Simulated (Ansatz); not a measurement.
## Ca: the change of pressure with volume scale

All results are calculated (Ansatz 0.2.0). Periodic Kohn-Sham DFT of a crystal at fixed atoms, scaled to volume_scale times the given cell; pressure positive in compression, energy less spherical unpolarised free atoms, largest_vzz the field gradient of largest size among the nuclei.

The cell before it is scaled or strained (space group Fm-3m, No. 225):
```
cell vectors (Å)
   0.0000     2.7942     2.7942
   2.7942     0.0000     2.7942
   2.7942     2.7942     0.0000
atoms (fractions of the cell vectors)
Ca  0.00000  0.00000  0.00000
```

Settings of every row: method all-electron PAW; functional PBEsol; relativity scalar; k mesh 11x11x11; filling fermi-dirac; smearing width 0.05 eV; nucleus gaussian.

Atom start moment: 0 on all atoms.

| row | volume scale | V (Å³/atom) | pressure (GPa) |
| --- | --- | --- | --- |
| 1 | 0.94 | 41.014 | -0.194 |
| 2 | 0.96 | 41.886 | -0.548 |
| 3 | 0.98 | 42.759 | -0.872 |
| 4 | 0.99 | 43.195 | -1.022 |
| 5 | 1 | 43.632 | -1.166 |
| 6 | 1.01 | 44.068 | -1.304 |
| 7 | 1.02 | 44.504 | -1.435 |
| 8 | 1.04 | 45.377 | -1.68 |
| 9 | 1.06 | 46.25 | ? |

Question: what pressure should row 9 give?

Worked fit of pressure. Take u = (V_r/V)^(2/3) − 1 with V_r = 43.413 Å³ an atom, which is twice the finite (Eulerian) strain; such expansions in the strain, on which the Birch-Murnaghan equation of state is built, carry the rest volume and the bulk modulus. The shown rows have u = 0.03862, 0.02416, 0.01017, 0.00336, -0.00335, -0.00993, -0.01641, -0.02907. Least squares give pressure = −1.095 + 21.498 × u + 47.36 × u² GPa; a straight line predicts inner rows, each left out in turn, worse (root mean square 0.016 against 0.00042 GPa). The rows lie off it by 0.000, 0.000, -0.001, 0.000, 0.000, 0.000, 0.000, 0.000. The withheld row has u = -0.04132, so the fit gives −1.095 + 21.498 × (-0.04132) + 47.36 × (-0.04132)² = -1.902 GPa.

The calculation gave -1.902 GPa. The fit meets it to the printed digit. This row lies beyond the range of the fit.
